An untilted cubic cell of barium zirconate is computed at six volumes. The energy over elements compares the crystal with its elements in their standard forms. A positive pressure means that the cell pushes outward, a negative one that it pulls inward. Rows are named here by their volume in Å³/atom.

Cubic BaZrO3 (Pm-3m, five-atom cell) at fixed atoms, computed with Ansatz 0.2.0 using PBE, scalar-relativistic PAW, no spin polarization, a 420 eV plane-wave cutoff, a 4×4×4 k mesh and 0.1 eV Gaussian smearing. Energies are for zero smearing, relative to the elements' standard crystals or gases in PBE. Stress is positive in compression.

| volume (Å³/atom) | shortest distance (Å) | energy over elements (eV/atom) | pressure (GPa) | stress xx (GPa) | stress yy (GPa) | stress zz (GPa) |
| --- | --- | --- | --- | --- | --- | --- |
| 14.390 | 2.080 | -3.264 | 8.130 | 8.130 | 8.130 | 8.130 |
| 14.623 | 2.091 | -3.273 | 5.270 | 5.270 | 5.270 | 5.270 |
| 14.726 | 2.096 | -3.276 | 4.070 | 4.070 | 4.070 | 4.070 |
| 14.873 | 2.103 | -3.279 | 2.450 | 2.450 | 2.450 | 2.450 |
| 14.949 | 2.106 | -3.280 | 1.630 | 1.630 | 1.630 | 1.630 |
| 15.306 | 2.123 | -3.280 | -1.870 | -1.870 | -1.870 | -1.870 |

### 1. Why do the three stress columns repeat the pressure?

**Answer.** In a cubic crystal the three axes are equivalent, so each carries the same stress, and the pressure is their mean. The equality follows from the symmetry of the cell.

**Remark.** It is therefore no evidence that the cubic shape is stable. Tilts of the oxygen octahedra that alternate from cell to cell need a larger cell than these five atoms.

### 2. Rows 14.949 and 15.306 have the same printed energy. Are they in the same condition?

**Answer.** They are in opposite conditions. Row 14.949 is squeezed, at +1.63 GPa, and would expand if released. Row 15.306 is stretched, at −1.87 GPa, and would contract. They stand on the two slopes of one energy valley, at nearly equal height.

**Remark.** Pressure is the downhill slope of energy against volume, $P=-\mathrm{d}E/\mathrm{d}V$, where $P$ is the pressure, $E$ the energy and $V$ the volume. Two points of equal height can have slopes of opposite sign, and the sign tells on which side of the valley floor each one lies.

### 3. At what volume would the crystal rest?

**Answer.** It rests where the pressure is zero. Between the two rows the pressure drops by 3.50 GPa, and zero is reached after 1.63/3.50, or 47 %, of the way. That gives about 15.1 Å³/atom, which corresponds to a cubic edge of 4.23 Å.

**Remark.** A Birch–Murnaghan curve, a standard relation between pressure and volume, was fitted to the pressures of all six rows with its usual pressure derivative of 4. It puts the rest volume at 15.11 Å³/atom and the bulk modulus there at 151 GPa. The printed output after this text gives the details.

### 4. Is the crystal equally stiff at all these volumes, and why?

**Answer.** It stiffens when compressed. The bulk modulus, $B=-V\,\mathrm{d}P/\mathrm{d}V$, is the pressure needed per relative change of volume. Between the two largest cells it is 148 GPa, and between the two smallest 178 GPa. Stiffness thus rises by a fifth, although the shortest distance, that between Zr and O, varies by only 2 % over the whole table.

The cause lies in two forces of different reach. Ions of opposite charge attract each other, and this attraction changes gently with distance. When their filled electron shells begin to overlap, the Pauli principle forces electrons into states of higher energy, and the resulting repulsion grows very steeply. At the rest volume the two balance.

Compression upsets this balance in favour of the repulsion. Because the repulsion steepens as the ions approach, each further step inward raises the pressure by more than the step before. On expansion the repulsion fades quickly, leaving the gentler attraction to pull the crystal back. The valley is therefore steep on its inner side and shallow on its outer side.

**Remark.** The stiffening is read from the pressures. Its division into attraction and repulsion is the standard picture of an ionic solid and not a result of the calculation, which yields only their sum. The same reasoning applies to other ionic oxides as long as compression shortens their bonds. Where octahedra can tilt instead, a crystal may give way more easily, which these untilted cells do not test.

### 5. Can the energy of compression be estimated from the stiffness?

**Answer.** Treat the crystal as a spring of constant stiffness. Near the rest volume $V_0$ the pressure is $P\approx -B(V-V_0)/V_0$. Adding up the work from $V_0$ to $V$ gives

$$E-E_0\approx \frac{B\,(V-V_0)^2}{2V_0},$$

where $E_0$ is the energy at rest.

Row 14.390 lies 0.72 Å³/atom below the rest volume. With $B$ = 151 GPa the formula gives $151\times0.72^2/(2\times15.11)\approx2.6$ GPa Å³. Since 1 GPa Å³ is about 6.2 meV, this is 16 meV per atom. For row 14.949, only 0.16 Å³/atom from rest, the same steps give 0.8 meV.

The spring thus predicts a difference of about 15 meV per atom between these rows. The unrounded energies differ by 16.65 meV, so the estimate is roughly a tenth too low.

**Remark.** The shortfall has the expected sign, because a real crystal stiffens on the way in and stores more energy than a spring. The fitted curve includes the stiffening and gives 16.68 meV. Both rows were part of the fit, but only through their pressures, so the agreement shows that energies and pressures tell one consistent story.

### 6. Which digits locate the rest volume, those of the energy or those of the pressure?

**Answer.** Those of the pressure. The floor of an energy valley is flat, so a sizeable change of volume hardly alters the energy. By the fitted curve, rows 14.949 and 15.306 both lie only about 1 meV per atom above the minimum, which is the last printed digit of the energy. The pressure passes through zero at a steady slope and changes by 3.50 GPa between the same rows.

**Remark.** With more digits the energies locate the floor well too. Their steps between neighbouring rows depart from the fitted curve by up to 0.2 meV per atom, and an error of that size between the two largest cells would move the floor by only about 0.01 Å³/atom. What the energies alone leave open is the order of these two rows, since they place row 14.949 lower by no more than the same 0.2 meV. The curve fitted to the pressures also puts row 14.949 lower, by 0.35 meV per atom. A likely but untested source of this scatter is the set of plane waves, which changes in small jumps as the cell grows at fixed cutoff.

Smoothness is also not the same as accuracy. The mesh of k points is coarse, and an error shared by all rows would leave the curve just as smooth.

### 7. What would change with another reference energy for oxygen, and what with another functional?

**Answer.** A corrected reference energy would shift the energy over elements by the same amount in every row. The slope of the valley would stay as it is, and with it the pressures and the rest volume.

Another functional can move the valley itself. Suppose that it made the rest volume 3 % smaller at equal stiffness. The pressure at a given volume would then fall by about $0.03\times151\approx4.5$ GPa. Row 14.949 would go from +1.63 to about −2.9 GPa, from squeezed to stretched.

**Remark.** A computed pressure thus belongs to a volume and a functional together. PBE usually makes oxides somewhat too large, so a cell built with measured edges tends to appear compressed in such a calculation. Before reading that pressure as a real load, one should check how far the rest volume of the functional lies from the measured one.

Numerical output:

```
fit of pressure on 6 rows: coefficient of 1.5*((s/vol)**(7/3) - (s/vol)**(5/3)) 150.7 +/- 0.26, s 15.11; rms 0.0157, worst 15.306 -0.0225, leave-one-out rms 0.0341
fit of pressure on 6 rows: coefficient of log(s/vol) 161.8 +/- 2.6, s 15.11; rms 0.147, worst 14.39 -0.212, leave-one-out rms 0.318
Steps from the row before:
     row  stiffness GPa  mean pressure GPa  energy step meV/atom  step from pressure fit meV/atom  height over minimum meV/atom
   14.39            n/a                n/a                   n/a                              n/a                          17.5
  14.623          178.1                6.7                 -9.89                           -9.703                         7.794
  14.726            171               4.67                 -2.87                           -3.005                          4.79
  14.873          163.1               3.26                  -3.1                           -2.995                         1.795
  14.949          160.9               2.04                 -0.79                          -0.9734                        0.8212
  15.306          148.3              -0.12                  0.21                           0.3489                          1.17
Rise of stiffness per GPa of pressure, first against last step: 4.363
Cubic edge at zero pressure, A: 4.227
Volume growth first to last row, percent: 6.366
Growth of shortest distance first to last row, percent: 2.067
Energy fall first to fifth row, unrounded, meV/atom: 16.65
The same fall from the pressure fit, meV/atom: 16.68
Largest miss of an energy step, meV/atom: 0.1865
Pressure error if the energy step of rows 4 to 5 is off by 1 meV/atom, GPa: 2.108
Pressure shift for a 3 percent shift of rest volume, GPa: 4.52
Change of indirect gap first to last row, eV: -0.1446
Change of smallest direct gap first to last row, eV: -0.07336
Change of indirect gap per percent of volume, eV: -0.02343
Shift of valence edge first to last row, eV: -0.8036
Shift of conduction edge first to last row, eV: -0.9483
```
